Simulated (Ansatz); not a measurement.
# Rh: energy above lowest point against volume scale

Free energy against uniform scaling of the volume at fixed shape and fractions; periodic cell, basis, potentials, k mesh and filling as listed. The results are calculated, by Ansatz 0.2.0.

The cell before it is scaled or strained (space group P6_3/mmc, No. 194):
```
Rh
1.0
      2.7310     0.0000     0.0000
     -1.3655     2.3651     0.0000
      0.0000     0.0000     4.4285
Rh
2
Direct
  0.66667 0.33333 0.75000
  0.33333 0.66667 0.25000
```

Settings of every row: functional r2SCAN; dispersion none; potentials PAW; wave cutoff 600 eV; density cutoff 2400 eV; k mesh 12x12x7; k shift 0x0x0; occupations fermi dirac; smearing width 0.1 eV; spin none.

Limits: coarse k mesh, up to 40 meV an atom off; the cell comes from a prototype or a list of computed structures and needn't be the stable phase.

```csv
row,volume scale,V (Å³/atom),energy above lowest point (meV/atom)
1,0.94,13.444,?
2,0.96,13.73,0
3,0.98,14.016,3
4,1,14.302,15.3
5,1.02,14.588,35.7
6,1.04,14.874,63.2
7,1.06,15.16,96.9
```

Question: what energy above lowest point should row 1 give?

Worked fit of energy above lowest point. Take u = (V_r/V)^(2/3) − 1 with V_r = 14.445 Å³ an atom, which is twice the finite (Eulerian) strain; such expansions in the strain, on which the Birch-Murnaghan equation of state is built, carry the rest volume and the bulk modulus. The shown rows have u = 0.03442, 0.0203, 0.00665, -0.00655, -0.01932, -0.03169. Least squares give energy above lowest point = 24.54 − 1549.3 × u + 23704 × u² + 17146 × u³ meV/atom; a parabola predicts inner rows, each left out in turn, worse (root mean square 0.2 against 0.0085 meV/atom). All shown rows lie on it to the printed digit. Its lowest point lies at u = 0.0316, or V = 13.79 Å³ an atom, and the curvature there gives the bulk modulus at fixed shape and fractions, B = (4/9)(1 + u)² E″(u)/V = 278 GPa. Letting shape and atoms relax would as a rule lower it, by much in layered, chain or molecular crystals. The withheld row has u = 0.04904, so the fit gives 24.54 − 1549.3 × (0.04904) + 23704 × (0.04904)² + 17146 × (0.04904)³ = 7.6 meV/atom.

The calculation gave 7.5 meV/atom. The fit lies 0.1 meV/atom (1.3 % of the value, 0.1 % of the column's range) above it, one unit of the last digit. This row lies beyond the range of the fit.
